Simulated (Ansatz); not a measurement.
A series in response cutoff on MgO

RPA correlation energy a cell on Kohn-Sham orbitals, extrapolated from a short ladder of response cutoffs, so that it still moves with the top cutoff, by eV on d, semicore and core shells, all electrons in the bands correlated, with its value at the highest cutoff run. The results are calculated, by Ansatz 0.2.0-dev.

Structure of every row (space group Fm-3m, No. 225):
```
MgO
1.0
      0.0000     4.2110     4.2110
      4.2110     0.0000     4.2110
      4.2110     4.2110     0.0000
Mg O Mg O Mg O Mg O Mg O Mg O Mg O Mg O
1 1 1 1 1 1 1 1 1 1 1 1 1 1 1 1
Direct
  0.00000 0.00000 0.00000
  0.25000 0.25000 0.25000
  0.00000 0.00000 0.50000
  0.25000 0.25000 0.75000
  0.00000 0.50000 0.00000
  0.25000 0.75000 0.25000
  0.00000 0.50000 0.50000
  0.25000 0.75000 0.75000
  0.50000 0.00000 0.00000
  0.75000 0.25000 0.25000
  0.50000 0.00000 0.50000
  0.75000 0.25000 0.75000
  0.50000 0.50000 0.00000
  0.75000 0.75000 0.25000
  0.50000 0.50000 0.50000
  0.75000 0.75000 0.75000
```

Settings of every row: orbitals functional PBE; datasets norm_conserving; wave cutoff 1240 eV; k mesh 1x1x1; correlated electrons 128; long wavelength term neglected; empty bands 320; core valence term semilocal.

Limits: coarse mesh, values belong to these settings and can lie far from the converged crystal; core-valence exchange is approximate on these files; semicore, core, d or f shells correlated, value can fall a third or half short of the basis limit.

| row | response cutoff (eV) | RPA correlation (eV) | correlation at top cutoff (eV) |
| --- | --- | --- | --- |
| 1 | 160 | ? | ? |
| 2 | 250 | -165.31 | -137.81 |
| 3 | 400 | -184.29 | -160.42 |
| 4 | 600 | -192.07 | -174.62 |

Question: what RPA correlation should row 1 give?

Worked fit of RPA correlation. The number of plane waves in the response grows as the cutoff to the power 3/2, and the result approaches its limit about as the inverse of that number, so take t = (100 eV / cutoff)^(3/2). The shown rows have t = 0.25298, 0.125, 0.06804. Their means are 0.14867 and -180.557 eV; the sums about the means are S_tt = 0.01794 and S_ty = 2.607, whose ratio is the slope. Least squares give RPA correlation = −202.16 + 145.305 × t eV. The rows lie off it by 0.09, -0.29, 0.20 (root mean square 0.21 eV). The constant, -202.16 eV, estimates the limit in this one setting, with the others as listed. The withheld row has t = 0.49411, so the fit gives −202.16 + 145.305 × (0.49411) = -130.36 eV.

The calculation gave -140.91 eV. The fit lies 10.55 eV (7.5 % of the value, 21 % of the column's range) above it; its largest miss of a shown row is 0.29 eV. This row lies beyond the range of the fit.

The other values of row 1: correlation at top cutoff -111.73 eV.
